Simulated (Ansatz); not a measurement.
Redistribution: C3H4F4O + C2H3F3 → C3H5F3O + C2H2F4

Species: C3H4F4O `FCC(F)OC(F)F`, singlet; C2H3F3 (1,1,2-trifluoroethane) `FCC(F)F`, singlet; C3H5F3O `CC(F)OC(F)F`, singlet; C2H2F4 `FCC(F)(F)F`, singlet. The partners trade F for H; both sit on C, so the bond types are kept.

Shapes, held fixed at every level: PBE0-D4/def2-TZVP. Flexible molecules stand in one conformer, not always the lowest. Programs: Ansatz 0.2.0. Electronic energies: no zero-point or thermal term.

| level | kind | ΔE (kJ/mol) | less CCSD(T)/CBS estimate |
| --- | --- | --- | --- |
| HF/def2-TZVPP | Hartree–Fock | -65.6 | +4.0 |
| PBE-D4/def2-TZVPP | GGA | -70.5 | -0.9 |
| wB97M-V/def2-TZVPP | range-separated hybrid | -73.5 | -3.9 |
| B2PLYP/def2-TZVPP | double hybrid | -67.7 | +1.9 |
| MP2/def2-TZVPP | perturbation theory | -74.2 | -4.6 |
| CCSD(T)/def2-TZVPP | coupled cluster or CI | -71.2 | -1.6 |
| CCSD/def2-TZVPP | coupled cluster or CI | -69.5 | +0.1 |
| CCSD(T)/CBS estimate | coupled cluster or CI | -69.6 | 0.0 |

The highest level, CCSD(T)/CBS estimate, gives ΔE = -69.6 kJ/mol; the levels span -74.2 to -65.6. The column of differences is taken from that level and isn't an error. No measured value is set beside it here. The CBS estimate extrapolates MP2 from def2-TZVPP and def2-QZVPP and adds CCSD(T) − MP2 in the triple-zeta set, cores frozen.

Every level puts the redistribution well downhill, with ΔE = -69.6 kJ/mol at the highest, so the direction of fluorine transfer doesn't depend on the treatment of correlation. Although the bond types are kept, the carbon environments are not: a lone fluorine on the ether's terminal carbon is exchanged for a third fluorine on an already difluorinated carbon. Geminal C–F bonds reinforce one another through lone-pair donation into neighbouring σ*(C–F) orbitals and through attraction between the strongly positive carbon and its fluorines, which favours the CF3 group. Turning the ether's CH2F end into CH3 probably helps too, since it removes an electron-withdrawing group beside a carbon already bonded to fluorine and oxygen.

Hartree–Fock recovers most of the energy, as expected for an effect rooted largely in electrostatics and orbital delocalisation. The near-coincidence of CCSD with the reference reflects cancellation between missing triples and basis-set incompleteness, not convergence. The total reaction energy alone cannot separate geminal stabilisation from the change in the ether.
